**Ionisation energies of six platinum ions: screening, relativity and self-interaction**

The table holds ionisation energies of Pt32+, Pt38+, Pt49+, Pt51+, Pt76+ and Pt77+ from non-relativistic, point-nucleus PySCF calculations (HF, with LDA, PBE and PBE0 as shifts from HF) beside tabulated theoretical or semi-empirical values. The program tests parameter-free models: hydrogenic and Slater screening for the HF trend, Dirac hydrogenic shifts and LS or jj spin-orbit counting for the gap between tabulated and HF values, and exchange integrals over the 1s density for the functional shifts. The 1s formulas match HF within 0.4 eV, while Slater's rules are up to 24 % low for 4d. The Dirac fraction at the bare charge reproduces the 1s¹ and 4s gaps within about 3 % but has the wrong sign for two of the three d rows, whose gaps are consistent with spin-orbit coupling. The LDA, PBE and PBE0 shifts of the 1s rows are mainly uncancelled self-repulsion, and all three are too small against the gaps or the tabulated uncertainty to rank the methods.

Ionisation energies of Pt ions in their ground configurations, as total-energy differences from PySCF 2.14.0 with HF, LDA, PBE and PBE0 (non-relativistic, point nucleus, one real unrestricted determinant in D2h, open shells at highest spin). The even-tempered Gaussian bases, up to g functions, are scaled to each ion. Tabulated values are NIST's, ground level to ground level.

## Script

```python
# Table: ionisation energies (eV) of Pt ions, PySCF, non-relativistic point nucleus: HF, LDA/PBE/PBE0 less HF, tabulated.
# Tested: screened hydrogenic trend, Dirac and spin-orbit models of (tabulated - HF), self-interaction in functionals.
T = {
    'species': ['Pt32+', 'Pt38+', 'Pt49+', 'Pt51+', 'Pt76+', 'Pt77+'],
    'N': [46, 40, 29, 27, 2, 1],
    'config': ['[Kr] 4d10', '[Kr] 4d4', '[Ar] 3d10 4s1', '[Ar] 3d9', '1s2', '1s1'],
    'final': ['[Kr] 4d9', '[Kr] 4d3', '[Ar] 3d10', '[Ar] 3d8', '1s1', 'bare nucleus'],
    'hf': [1412.3, 1751.72, 2630.21, 4860.84, 81453.47, 82777.0],  # eV
    'lda': [0.34, 1.38, 6.46, -0.14, -86.72, -92.16],  # eV
    'pbe': [0.15, 1.11, 7.78, -1.44, -12.41, -13.74],  # eV
    'pbe0': [0.69, 1.32, 5.99, -0.46, -9.02, -10.27],  # eV
    'ref': [1402.0, 1763.0, 2827.8, 4839.0, 88955.1, 90659.8],  # eV
    'unc': [4.0, 4.0, 1.4, 4.0, 0.3, 0.17],  # eV
    'kind': ['theoretical', 'theoretical', 'semi-empirical', 'theoretical', 'theoretical', 'theoretical'],
}
import numpy as np
from scipy.constants import physical_constants as pc, alpha
from scipy.integrate import quad
from scipy.special import gammainc, gamma
Ha = pc['Hartree energy in eV'][0]; Ry = Ha/2; Z = 78; mc2 = Ha/alpha**2
sp = T['species']
hf, lda, pbe, pbe0, ref, unc, N = (np.array(T[c], float) for c in ('hf', 'lda', 'pbe', 'pbe0', 'ref', 'unc', 'N'))
n = np.array([4, 4, 4, 3, 1, 1]); k = np.array([10, 4, 1, 9, 2, 1])  # shell removed, its electrons
kap = [3, 2, 1, 3, 1, 1]  # |kappa| = j+1/2 of the removed electron in the jj picture
inner = np.array([36, 36, 10+18*0.85, 18, 0, 0]); same = np.array([.35, .35, .35, .35, .30, .30])  # Slater's rules
so = {0: -7.961045, 1: -4.627217, 3: -16.78891}  # first-order spin-orbit, further outputs of the same runs
mp2 = np.array([1412.80262, 1751.7706, 2631.44403, 4862.57222, 81454.7108, 82777.0005])  # same runs
print('rounding floor: 0.005 eV per entry, about 0.04 eV on the exchange split')
zeff = n*np.sqrt(hf/Ry)
sl = lambda m: Ry*(k*(Z-inner-same*(k-1))**2-(k-1)*(Z-inner-same*(k-2))**2)/m**2
s1, s2 = sl(n), sl(np.where(n == 4, 3.7, n))
print('1 TREND ion, n, Zeff, screening, N-1, Slater eV (err %), err % with n*=3.7')
for i in range(6):
    print(f'{sp[i]} {n[i]} {zeff[i]:.2f} {Z-zeff[i]:.2f} {N[i]-1:.0f} {s1[i]:.0f} ({100*(s1[i]/hf[i]-1):+.1f}) {100*(s2[i]/hf[i]-1):+.1f}')
print(f'last/first: HF {hf[5]/hf[0]:.1f}, tabulated {ref[5]/ref[0]:.1f}')
print(f'4d per electron removed: HF {(hf[1]-hf[0])/6:.1f} eV, tab {(ref[1]-ref[0])/6:.1f} eV, screening {(zeff[1]-zeff[0])/6:.2f}')
for a, b in ((1, 2), (2, 3), (3, 4)):
    print(f'{sp[b]}/{sp[a]}: HF {hf[b]/hf[a]:.3f} = n^2 {(n[a]/n[b])**2:.3f} x Zeff^2 {(zeff[b]/zeff[a])**2:.3f}; tab {ref[b]/ref[a]:.3f}')
he = Ha*(Z*Z/2-5*Z/8+25/256)
print(f'1s1: Z^2 Ry {Z*Z*Ry:.2f}, HF less model {hf[5]-Z*Z*Ry:+.2f} eV; 1s2: {he:.2f}, HF less model {hf[4]-he:+.2f} eV')
print(f'1s1-1s2: HF {hf[5]-hf[4]:.1f} eV, 5Z/8 {Ha*5*Z/8:.1f} eV, tabulated {ref[5]-ref[4]:.1f} eV')
def dirac(z, m, K):
    x = z*alpha
    return mc2*(1-1/np.sqrt(1+(x/(m-K+np.sqrt(K*K-x*x)))**2))
gap = ref-hf
print(f'2 GAP (Z alpha)^2={(Z*alpha)**2:.4f}; ion, tab-HF eV, unc, %, Dirac % (eV) at bare Z, at Zeff')
for i in range(6):
    fb, fe = (dirac(z, n[i], kap[i])/(Ry*z*z/n[i]**2)-1 for z in (Z, zeff[i]))
    print(f'{sp[i]} {gap[i]:+.1f} {unc[i]:g} {100*gap[i]/hf[i]:+.2f}% | {100*fb:.2f}% ({fb*hf[i]:.1f}) | {100*fe:.2f}% ({fe*hf[i]:.1f})')
D = dirac(Z, 1, 1); a = 2*np.sqrt(1-(Z*alpha)**2)
print(f'1s1 Dirac {D:.1f}, shift {D-Z*Z*Ry:.1f}, leading order {Z*Z*Ry*(Z*alpha)**2/4:.1f}, tab less Dirac {ref[5]-D:+.1f} eV')
J = Ha*4*Z*quad(lambda x: x**(a-1)*np.exp(-x)*gammainc(a+1, x)/gamma(a+1), 0, 60)[0]
B = Ha*Z**3*alpha**2/4
print(f'1s2 repulsion: Dirac Coulomb {J:.1f} + lowest Breit {B:.1f} = {J+B:.1f}, tab less model {ref[5]-ref[4]-J-B:+.1f} eV')
print('3 SPIN-ORBIT ion, LS shift, zeta, jj shift, gap less LS, gap less jj (eV)')
for i, cl, cj in ((0, -1, -1), (1, -.5, 1.5), (3, -.5, -1)):
    ze = so[i]/cl
    print(f'{sp[i]} {so[i]:+.2f} {ze:.2f} {cj*ze:+.1f} {gap[i]-so[i]:+.1f} {gap[i]-cj*ze:+.1f}')
def ex(kp):  # exchange of the spin-polarised hydrogen 1s density, hartree; PBE constants, kp=0 is LDA
    def f(r):
        d = 2/np.pi*np.exp(-2*r); s2_ = (3*np.pi**2*d)**(-2/3)
        F = 1+kp-kp/(1+0.21951*s2_/kp) if kp else 1.0
        return -0.375*(3/np.pi)**(1/3)*d**(4/3)*F*4*np.pi*r*r
    return quad(f, 0, 30)[0]
print(f'4 FUNCTIONALS 1s self-repulsion 5Z/16 = {Ha*5*Z/16:.1f} eV')
for nm, e, w, col in (('LDA', ex(0), 1, lda), ('PBE', ex(0.804), 1, pbe), ('PBE0', ex(0.804), .75, pbe0)):
    c = w*(5/16+e)*Ha; m1 = -c*Z; m2 = -c*(2*(Z-5/16)-Z)
    print(f'{nm}: Ex/Z {e:.4f} Ha; 1s1 model {m1:.2f} rest {col[5]-m1:+.2f}; 1s2 model {m2:.2f} rest {col[4]-m2:+.2f} eV')
print(f'PBE0/PBE shift: 1s1 {pbe0[5]/pbe[5]:.3f}, 1s2 {pbe0[4]/pbe[4]:.3f}')
x = 4*(pbe-pbe0); big = np.max(np.abs([lda, pbe, pbe0]), axis=0)
print('ion, PBE exchange error, PBE correlation, MP2-HF, max|shift| eV, % of HF, % of |gap|')
for i in range(6):
    print(f'{sp[i]} {x[i]:+.2f} {pbe[i]-x[i]:+.2f} {mp2[i]-hf[i]:+.2f} {big[i]:.2f} {100*big[i]/hf[i]:.3f} {100*big[i]/abs(gap[i]):.1f}')
assert np.all(np.diff(hf) > 0) and abs(hf[5]-Z*Z*Ry) < 0.1
assert list(np.sign(gap)) == [-1, 1, 1, -1, 1, 1]
assert 0.70 < pbe0[5]/pbe[5] < 0.80
assert all(big[i] < unc[i] for i in (0, 1, 3))
```

Printed output:

```
rounding floor: 0.005 eV per entry, about 0.04 eV on the exchange split
1 TREND ion, n, Zeff, screening, N-1, Slater eV (err %), err % with n*=3.7
Pt32+ 4 40.75 37.25 45 1074 (-23.9) -11.1
Pt38+ 4 45.39 32.61 39 1353 (-22.8) -9.8
Pt49+ 4 55.62 22.38 28 2362 (-10.2) +4.9
Pt51+ 3 56.70 21.30 26 4460 (-8.2) -8.2
Pt76+ 1 77.37 0.63 1 81506 (+0.1) +0.1
Pt77+ 1 78.00 0.00 0 82777 (+0.0) +0.0
last/first: HF 58.6, tabulated 64.7
4d per electron removed: HF 56.6 eV, tab 60.2 eV, screening 0.77
Pt49+/Pt38+: HF 1.502 = n^2 1.000 x Zeff^2 1.502; tab 1.604
Pt51+/Pt49+: HF 1.848 = n^2 1.778 x Zeff^2 1.040; tab 1.711
Pt76+/Pt51+: HF 16.757 = n^2 9.000 x Zeff^2 1.862; tab 18.383
1s1: Z^2 Ry 82777.04, HF less model -0.04 eV; 1s2: 81453.14, HF less model +0.33 eV
1s1-1s2: HF 1323.5 eV, 5Z/8 1326.6 eV, tabulated 1704.7 eV
2 GAP (Z alpha)^2=0.3240; ion, tab-HF eV, unc, %, Dirac % (eV) at bare Z, at Zeff
Pt32+ -10.3 4 -0.73% | 1.20% (17.0) | 0.32% (4.6)
Pt38+ +11.3 4 +0.64% | 2.64% (46.3) | 0.87% (15.2)
Pt49+ +197.6 1.4 +7.51% | 7.73% (203.3) | 3.61% (95.0)
Pt51+ -21.8 4 -0.45% | 0.92% (44.6) | 0.48% (23.3)
Pt76+ +7501.6 0.3 +9.21% | 9.76% (7947.6) | 9.57% (7793.6)
Pt77+ +7882.8 0.17 +9.52% | 9.76% (8076.7) | 9.76% (8076.7)
1s1 Dirac 90853.8, shift 8076.7, leading order 6704.6, tab less Dirac -194.0 eV
1s2 repulsion: Dirac Coulomb 1527.7 + lowest Breit 171.9 = 1699.6, tab less model +5.1 eV
3 SPIN-ORBIT ion, LS shift, zeta, jj shift, gap less LS, gap less jj (eV)
Pt32+ -7.96 7.96 -8.0 -2.3 -2.3
Pt38+ -4.63 9.25 +13.9 +15.9 -2.6
Pt51+ -16.79 33.58 -33.6 -5.1 +11.7
4 FUNCTIONALS 1s self-repulsion 5Z/16 = 663.3 eV
LDA: Ex/Z -0.2680 Ha; 1s1 model -94.37 rest +2.21; 1s2 model -93.61 rest +6.89 eV
PBE: Ex/Z -0.3059 Ha; 1s1 model -13.92 rest +0.18; 1s2 model -13.81 rest +1.40 eV
PBE0: Ex/Z -0.3059 Ha; 1s1 model -10.44 rest +0.17; 1s2 model -10.36 rest +1.34 eV
PBE0/PBE shift: 1s1 0.747, 1s2 0.727
ion, PBE exchange error, PBE correlation, MP2-HF, max|shift| eV, % of HF, % of |gap|
Pt32+ -2.16 +2.31 +0.50 0.69 0.049 6.7
Pt38+ -0.84 +1.95 +0.05 1.38 0.079 12.2
Pt49+ +7.16 +0.62 +1.23 7.78 0.296 3.9
Pt51+ -3.92 +2.48 +1.73 1.44 0.030 6.6
Pt76+ -13.56 +1.15 +1.24 86.72 0.106 1.2
Pt77+ -13.88 +0.14 +0.00 92.16 0.111 1.2
```
